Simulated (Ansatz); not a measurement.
# Ligand exchange: GeH3I + SiH3(SiH3) → SiH3(GeH3) + SiH3I

Species: GeH3I `[GeH3][I]`, singlet; SiH3(SiH3) (disilane), singlet; SiH3(GeH3), singlet; SiH3I `[SiH3]I`, singlet. The partners trade I for SiH3: Ge–I and Si–SiH3 bonds give way to Ge–SiH3 and Si–I.

Shapes, held fixed at every level: PBE0-D4/def2-TZVP. Programs: Ansatz 0.2.0. The zero-point and thermal change to 298 K, harmonic and unscaled (PBE0-D4/def2-TZVP), is +0.5 kJ/mol.

```
              level                    kind  ΔH(298 K) (kJ/mol)  less CCSD(T)/def2-TZVPP
        HF/def2-SVP            Hartree–Fock                -6.4                     +7.9
      HF/def2-TZVPP            Hartree–Fock                -9.0                     +5.3
B3LYP-D4/def2-TZVPP           global hybrid               -11.7                     +2.6
 wB97M-V/def2-TZVPP  range-separated hybrid               -16.3                     -2.0
 wB97X-V/def2-TZVPP  range-separated hybrid               -12.4                     +1.9
      CCSD/def2-SVP   coupled cluster or CI                -7.5                     +6.8
    CCSD/def2-TZVPP   coupled cluster or CI               -14.1                     +0.2
 CCSD(T)/def2-TZVPP   coupled cluster or CI               -14.3                      0.0
```

The highest level, CCSD(T)/def2-TZVPP, gives ΔH(298 K) = -14.3 kJ/mol; the levels span -16.3 to -6.4. The column of differences is taken from that level and isn't an error. No measured value is set beside it here. For atoms past krypton def2 sets carry core potentials with scalar relativity. Relativity is left out for Ge unless named. Correlated rows may include outer-core shells of Ge, I, which these sets cover unevenly.

Every level makes the exchange exothermic, so iodine prefers silicon and the silyl group goes to germanium. The small zero-point and thermal term shows that this preference is electronic. Its likely main source is the Si–I bond, which is more polar and stronger than Ge–I because silicon is more electropositive than germanium, whose filled 3d shell screens the nuclear charge poorly. Replacing Si–Si by Si–Ge, both nearly nonpolar and similar in strength, should cost less than is gained at iodine.

Hartree–Fock already gives the direction, and correlation deepens the exothermicity, but most of that gain appears only in the larger basis: CCSD moves from -7.5 to -14.1 kJ/mol, while the triples then add very little. This suggests that flexible polarisation functions are needed to describe correlation around the heavy atoms, and that the basis limits the result more than the missing higher excitations do. The sign is therefore well supported, whereas the last few kJ/mol would need a larger correlated basis to settle.
